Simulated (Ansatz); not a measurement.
# Phonon-limited resistivity of NbW — Ansatz, plane waves and PAW

Space group Cmmm (No. 65), 2 atoms in the cell of the first input below: a = 2.769 Å, b = 2.769 Å, c = 4.547 Å, α = 90.00°, β = 90.00°, γ = 109.52°.

The structure comes from the Materials Project database of computed cells (whether it is a measured phase wasn't checked), relaxed without spin–orbit coupling to zero pressure (pressure 0.0 GPa with this functional, without spin–orbit coupling). Functional: PBEsol.

Input:

```yaml
crystal:
  lattice:
    - [1.5976533436, -2.2615503205, 0.0]
    - [1.5976533436, 2.2615503205, 0.0]
    - [0.0, 0.0, 4.5473546807]
  atoms:
    - { symbol: Nb, position: [0.0, 0.0, 0.0] }
    - { symbol: W, position: [0.5, 0.5, 0.5] }
basis:
  ecutwfc: 420
  ecutrho_ratio: 4
kpoints:
  mp_grid: { grid: [14, 14, 8] }
hamiltonian:
  xc: pbesol
scf:
  occupations: { method: methfessel_paxton, width: 0.2 }
output: {}
phonons:
  supercell: [2, 2, 2]
  qpath:
    path:
      - [[0.0, 0.0, 0.0], [-0.5, 0.5, 0.0], [-0.37476495, 0.62523505, 0.0]]
      - [[0.37476495, 0.37476495, 0.0], [0.0, 0.0, 0.0], [0.0, 0.0, 0.5], [0.37476495, 0.37476495, 0.5]]
      - [[-0.37476495, 0.62523505, 0.5], [-0.5, 0.5, 0.5], [-0.5, 0.5, 0.0]]
      - [[0.0, 0.0, 0.0], [0.0, 0.5, 0.0], [0.0, 0.5, 0.5], [0.0, 0.0, 0.5], [-0.5, 0.5, 0.5]]
    npoints: 6
  electrical_resistivity: { mesh: [28, 28, 16], temperatures: [50, 100, 200, 300, 500] }
  superconductivity: { mesh: [28, 28, 16], eliashberg_equations: false }
```

```bash
ansatz run input.yaml --threads 8 --pin off --max-ram 15360MiB --backend cpu --events-out ev --progress --plain --runs-dir out
```

Time: 2.1 min on 8 threads of AMD EPYC 9R45 96-Core Processor (Zen 5), with other jobs on the host, peak memory 5.1 GiB.

λ_tr,xx from the finest mesh down: 0.257, 0.264, 0.288. The next coarser mesh moves the resistivity at 300 K by 11 % along the axis that moves most.

The run gives λ_tr,xx = 0.257 and a Drude plasma energy ħω_p,xx = 8.11 eV.

Task: Estimate the resistivity along x at 300 K from the high-temperature formula.

Result: ħ/τ = 2π λ_tr k_B T = 0.0417 eV and ρ = 1/(ε0 ω_p² τ) = 4.71 μΩ cm. The Boltzmann solution gives 4.18 μΩ cm, so the estimate is 13 % high.

```json
{"T (K)": "50", "ρ_xx (μΩ cm)": "0.10", "ρ_yy (μΩ cm)": "0.10", "ρ_zz (μΩ cm)": "0.10", "formula, xx": "0.79", "R_H, field along x (10⁻¹¹ m³/C)": "20", "R_H, field along y (10⁻¹¹ m³/C)": "16", "R_H, field along z (10⁻¹¹ m³/C)": "17.8"}
{"T (K)": "100", "ρ_xx (μΩ cm)": "0.78", "ρ_yy (μΩ cm)": "0.75", "ρ_zz (μΩ cm)": "0.77", "formula, xx": "1.57", "R_H, field along x (10⁻¹¹ m³/C)": "20.6", "R_H, field along y (10⁻¹¹ m³/C)": "18.7", "R_H, field along z (10⁻¹¹ m³/C)": "19"}
{"T (K)": "200", "ρ_xx (μΩ cm)": "2.53", "ρ_yy (μΩ cm)": "2.44", "ρ_zz (μΩ cm)": "2.47", "formula, xx": "3.14", "R_H, field along x (10⁻¹¹ m³/C)": "20.5", "R_H, field along y (10⁻¹¹ m³/C)": "19.3", "R_H, field along z (10⁻¹¹ m³/C)": "19.2"}
{"T (K)": "300", "ρ_xx (μΩ cm)": "4.18", "ρ_yy (μΩ cm)": "4.03", "ρ_zz (μΩ cm)": "4.08", "formula, xx": "4.71", "R_H, field along x (10⁻¹¹ m³/C)": "20.6", "R_H, field along y (10⁻¹¹ m³/C)": "19.3", "R_H, field along z (10⁻¹¹ m³/C)": "19.3"}
{"T (K)": "500", "ρ_xx (μΩ cm)": "7.41", "ρ_yy (μΩ cm)": "7.15", "ρ_zz (μΩ cm)": "7.23", "formula, xx": "7.86", "R_H, field along x (10⁻¹¹ m³/C)": "20.9", "R_H, field along y (10⁻¹¹ m³/C)": "19.4", "R_H, field along z (10⁻¹¹ m³/C)": "19.5"}
```

R_H depends on the direction of the field. At 300 K the next coarser mesh moves R_H by up to 3 %.

At 50 K the solution is 0.13 times the linear formula, and at 500 K 0.94 times. The formula is meant for temperatures above the phonon energies and for bands that vary little within k_B T.

Caveats: no spin-orbit coupling, which matters for these elements; not converged in the fine mesh; small supercell, couplings not converged in it.

The Boltzmann resistivity stays below the linear estimate at every temperature, but closes from 0.13 times the formula at 50 K to 0.94 times at 500 K. This is Bloch–Grüneisen behaviour: on cooling, the phonons that scatter electrons through large angles freeze out, and the remaining long-wavelength ones relax the current poorly. The modest λ_tr,xx of 0.257 probably reflects an electron count between groups 5 and 6, which moves the Fermi level from the high d density of states of Nb towards the bcc pseudogap.

The near-isotropic resistivity fits a lattice that is metrically almost cubic bcc, with the layered Nb/W order perturbing transport only weakly. The differences between axes are too small to rank the directions. The positive Hall coefficient indicates a predominantly hole-like response, as in both parent metals, and its drift at low temperature suggests that scattering becomes less uniform over the Fermi surface. Nb–W alloys are normally disordered solid solutions, whose alloy scattering would add a large residual resistivity absent from this ordered crystal.
